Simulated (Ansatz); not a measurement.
# The dipole moment down a group: O to Se

All atoms of one element are swapped for its congeners: B(CH3)(OH)2 (methylboronic acid); B(CH3)(SH)2; B(CH3)(SeH)2. All are singlets with charge 0.

Shapes, held fixed at every level: PBE0-D4/def2-TZVP. Flexible molecules stand in one conformer, not always the lowest. Programs: Ansatz 0.2.0. Values in D.

| level | B(CH3)(OH)2 | B(CH3)(SH)2 | B(CH3)(SeH)2 |
| --- | --- | --- | --- |
| PBE-D4/def2-TZVPP | 2.20 | 1.01 | 0.89 |
| r2SCAN-D4/def2-TZVPP | 2.21 | 1.10 | 1.01 |
| B3LYP-D4/def2-TZVPP | 2.23 | 1.04 | 0.94 |
| wB97M-V/def2-TZVPP | 2.27 | 1.06 | 1.01 |

At wB97M-V/def2-TZVPP the dipole moment falls at every step, from 2.27 to 1.01 D. Every level shows the same order. Relativity is left out for Se unless named.

Nearly all of the fall comes with the replacement of oxygen by sulfur; going on to selenium changes little. This follows electronegativity, which drops sharply from O to S but hardly at all from S to Se. The O–H and B–O bonds are strongly polar, whereas S–H and Se–H bonds carry only small charge separation, and the B–S and B–Se bonds are also much less polar. Longer bonds in the heavier congeners would by themselves raise the moment, but the smaller charges probably outweigh this. Donation from the chalcogen lone pairs into the empty boron p orbital opposes the σ polarisation, so the net moment is not a direct measure of B–X ionicity.

The drop from oxygen to sulfur far exceeds the spread between functionals. The sulfur–selenium order is the same at each level, but the gap is comparable to that spread, so its size is poorly determined. The total moments alone cannot separate weaker bond polarity from a different mutual orientation of the X–H bonds.
